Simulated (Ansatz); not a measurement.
**Ligand exchange: GaH2(CH3) + CH2FI → GaH2I + C2H5F**

Species: GaH2(CH3), singlet; CH2FI (fluoroiodomethane) `FCI`, singlet; GaH2I `[GaH2][I]`, singlet; C2H5F `CCF`, singlet. The partners trade CH3 for I: Ga–CH3 and C–I bonds give way to Ga–I and C–CH3.

Shapes, held fixed at every level: PBE0-D4/def2-TZVP. Programs: Ansatz 0.2.0. Electronic energies: no zero-point or thermal term.

```tsv
level	kind	ΔE (kJ/mol)	less CCSD(T)/def2-TZVPP	CPU time (sum over the molecules)
r2SCAN-D4/def2-TZVPP	meta-GGA	-175.6	-1.1	19 s
BHLYP-D4/def2-TZVPP	global hybrid	-189.7	-15.2	11 s
PBE0-D4/def2-TZVPP	global hybrid	-178.3	-3.8	10 s
wB97M-V/def2-TZVPP	range-separated hybrid	-176.1	-1.6	43 s
B2PLYP/def2-TZVPP	double hybrid	-176.9	-2.4	19 s
MP2/def2-SVP	perturbation theory	-200.1	-25.6	–
MP2/def2-TZVPP	perturbation theory	-176.3	-1.8	–
CCSD(T)/def2-TZVPP	coupled cluster or CI	-174.5	0.0	86 s
```

The highest level, CCSD(T)/def2-TZVPP, gives ΔE = -174.5 kJ/mol; the levels span -200.1 to -174.5. The column of differences is taken from that level and isn't an error. No measured value is set beside it here. For atoms past krypton def2 sets carry core potentials with scalar relativity. Relativity is left out for Ga unless named. Correlated rows may include outer-core shells of Ga, I, which these sets cover unevenly. Times are processor times on shared x86 and Arm servers, and rough.

The exchange is strongly exothermic at every level, and the coupled-cluster value of -174.5 kJ/mol leaves no doubt about its direction. The main driving force is probably on the carbon side: a weak C–I bond, limited by the poor overlap of the diffuse iodine 5p orbital with carbon, gives way to a strong, compact C–C σ bond. On gallium, a modestly polar Ga–C bond is replaced by a polar Ga–I bond. Iodine is better matched to the large, electropositive metal than to carbon, and its lone pairs can donate weakly into the empty p orbital of three-coordinate gallium, so this half of the exchange should cost little or even help.

Most levels agree closely, but BHLYP and MP2/def2-SVP make the reaction distinctly more exothermic. Enlarging the basis removes most of the MP2 excess, which suggests that the small set treats the broken and formed bonds unevenly. The reaction energy says nothing about the barrier, and forming a C–C bond directly from a gallium alkyl and an alkyl iodide may well be slow.
